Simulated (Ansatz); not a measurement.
## Equilibrium of C2H2F2 ⇌ C2F2 + H2 at process temperatures

Species: C2H2F2 `F/C=C/F`, singlet; C2F2 `FC#CF`, singlet; H2 (hydrogen), singlet. This is a balance of energies; it says nothing on the path, which may need atoms to shift.

The electronic reaction energy at CCSD(T)/CBS estimate is +338.6 kJ/mol. Shapes: PBE0-D4/def2-TZVP. Programs: Ansatz 0.2.0. Enthalpy and entropy come from rigid-rotor, harmonic-oscillator sums on unscaled PBE0-D4/def2-TZVP wavenumbers, ideal gases at 1 bar. Symmetry numbers: C2H2F2 2, C2F2 2, H2 2. R = 8.3145 J/(mol K).

```
T (K)  ΔH (kJ/mol)  ΔS (J/(mol K))
  500       +318.0          +124.1
  700       +320.6          +128.7
  900            ?               ?
```

Work out ln K at 500 and 700 K, and from these estimate it at 900 K.


1. 500 K: ΔG = +318.0 − 500 × (+124.1)/1000 = +255.9 kJ/mol; ln K = −ΔG/RT = -61.56.
2. 700 K: ΔG = +320.6 − 700 × (+128.7)/1000 = +230.5 kJ/mol; ln K = −ΔG/RT = -39.60.
3. Slope against 1000/T: (-39.60 − (-61.56))/(1.4286 − 2.0000) = -38.43, that is −ΔH/R with ΔH near +320 kJ/mol.
4. 900 K: ln K = -61.56 + (-38.43) × (1.1111 − 2.0000) = -27.40.

The full sums give ΔH = +321.9 kJ/mol, ΔS = +130.3 J/(mol K), ΔG = +204.6 kJ/mol and ln K = -27.34 at 900 K, so the line is off by -0.06 in ln K; without rounding the miss is -0.08, from the change of ΔH with temperature. The reactants are favoured over this whole range. The number of molecules rises, which sets the sign of ΔS, and lower pressure favours the products. An error of 10 kJ/mol in the energy moves ln K by 1.3 at 900 K. The CBS estimate extrapolates MP2 from def2-TZVPP and def2-QZVPP and adds CCSD(T) − MP2 in the triple-zeta set, cores frozen; for H2 it overshoots the exact energy by about 1 mEh.

Dehydrogenation of trans-1,2-difluoroethene remains strongly unfavourable even at 900 K, where ln K is only -27.34. Heating helps because the reaction is endothermic, but the entropy gained, mostly from the translation of the released H2, offsets well under half of the enthalpy cost at that temperature.

The cost arises because two strong C–H bonds are lost, and the H–H bond and second C–C π bond formed in return don't make up for them. Fluorine probably adds to the penalty: the sp carbons of difluoroethyne are more electronegative and so less suited to a strongly electron-withdrawing substituent, while the fluorine lone pairs repel the filled π orbitals of the triple bond. The enthalpy lies below the electronic reaction energy of +338.6 kJ/mol mainly because zero-point energy falls when C–H stretches and bends are replaced by a single H–H vibration.

The small equilibrium constant rules out appreciable direct dehydrogenation at equilibrium under these conditions, but doesn't establish thermal persistence of the difluoroethene, since HF elimination is a separate channel.
